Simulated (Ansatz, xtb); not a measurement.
Two isomers of C2H7NSeSi2

We compare I, `C[Si@H](C#N)[Se][SiH3]`, a singlet, with II, `N#CC[SiH2][Se][SiH3]`, a singlet. Both are isolated molecules in the gas phase, relaxed with PBE0-D3(BJ)/def2-SVP; each stands in its lowest conformer found.

I (Å):

| atom | x (Å) | y (Å) | z (Å) |
| --- | --- | --- | --- |
| C | 1.3562 | -0.4354 | 0.8034 |
| C | 2.4848 | 2.3528 | 0.7332 |
| N | 2.2307 | 3.4551 | 0.9913 |
| Se | 3.3111 | 0.4746 | -1.9364 |
| Si | 2.8348 | 0.5765 | 0.2864 |
| Si | 1.3130 | 1.3203 | -2.6831 |
| H | 1.1996 | -0.3499 | 1.8900 |
| H | 1.5188 | -1.4932 | 0.5481 |
| H | 0.4445 | -0.0902 | 0.2939 |
| H | 4.0842 | 0.1852 | 0.9914 |
| H | 1.0362 | 2.6393 | -2.0468 |
| H | 1.4793 | 1.4615 | -4.1563 |
| H | 0.1904 | 0.3815 | -2.3878 |

II (Å):

```xyz
13

C     0.8672    0.9710   -2.2875
C     1.0829   -0.4361   -2.0297
N     0.6522    2.0993   -2.4408
Se    0.5128    0.0226    1.3588
Si    0.0024   -1.0447   -0.5770
Si   -0.5333    2.0310    0.9204
H     2.1419   -0.6127   -1.7820
H     0.8419   -1.0262   -2.9299
H    -1.4284   -0.8558   -0.9503
H     0.3154   -2.4868   -0.3660
H    -1.6149    1.8098   -0.0804
H     0.4408    3.0479    0.4437
H    -1.1142    2.4611    2.2252
```

Q: Which of the two would you expect CCSD(T)/def2-SVP + ΔMP2/def2-TZVPP electronic energies to favour?

A: Structure I; the calculation gives E(II) − E(I) = +13.0 kcal/mol.

The same difference at several levels:

| level | geometry | E(II) − E(I) (kcal/mol) | departure from the last row (kcal/mol) | job, with rough time for the two |
| --- | --- | --- | --- | --- |
| GFN2-xTB | GFN2-xTB | −12.6 | −25.5 | optimisation, 0.44 s |
| HF/STO-3G | GFN2-xTB | +19.2 | +6.2 | single point, 0.58 s |
| r2SCAN-D4/def2-SVP | GFN2-xTB | +10.7 | −2.3 | single point, 4.6 s |
| PBE0-D3(BJ)/def2-SVP | PBE0-D3(BJ)/def2-SVP | +9.4 | −3.5 | optimisation, 70 s |
| HF/def2-SVP | PBE0-D3(BJ)/def2-SVP | +10.9 | −2.1 | part of the CCSD(T) run |
| MP2/def2-SVP | PBE0-D3(BJ)/def2-SVP | +11.3 | −1.7 | part of the CCSD(T) run |
| CCSD(T)/def2-SVP | PBE0-D3(BJ)/def2-SVP | +10.7 | −2.2 | single point |
| CCSD(T)/def2-SVP + ΔMP2/def2-TZVPP | PBE0-D3(BJ)/def2-SVP | +13.0 |  | single point, 75 s |

As drawn, II has 1 C–C, 1 Si–H in place of 1 C–Si, 1 C–H.

GFN2-xTB puts the two in the other order. The largest departure from CCSD(T)/def2-SVP + ΔMP2/def2-TZVPP is that of GFN2-xTB, 25.5 kcal/mol. The last row adds to CCSD(T) the change of the MP2 difference between the two basis sets, here +2.2 kcal/mol.

With thermal terms from frequencies at re-optimised GFN2-xTB minima (ideal gas, soft modes damped towards free rotors, one conformer each, 298.15 K, 1 atm): the zero-point term adds −0.8 kcal/mol; ΔH is +11.7 and ΔG +13.1 kcal/mol.

The correlated steps freeze 22 core orbitals; the filled d shell of Se is correlated, in a basis made for valence electrons. Mirror images aren't counted in ΔG. Programs: Ansatz 0.2.0, xtb 6.7.1; the last row on 4 threads of Arm Neoverse V1 on a shared host.

Isomer I, with the cyano group on silicon, is clearly favoured, and thermal terms leave that preference intact. The isomers differ in effect by exchanging cyanide on silicon and hydrogen on carbon for the reverse arrangement. Electropositive silicon forms a strongly polar bond to the electron-withdrawing cyano carbon, while hydrogen binds more strongly to carbon than to silicon. Together these probably outweigh the strong C–C bond gained in II.

Hartree–Fock and CCSD(T) in the same def2-SVP basis give +10.9 and +10.7 kcal/mol, so the preference is already present at mean-field level and correlation largely cancels between the isomers. GFN2-xTB alone reverses the order, probably through an imbalance in its description of these bonds; its geometries are not to blame, since r2SCAN-D4 on the same structures favours I. The energies don't show whether I would persist against rearrangement to the silyl isocyanide, a familiar low-lying alternative for silyl cyanides.
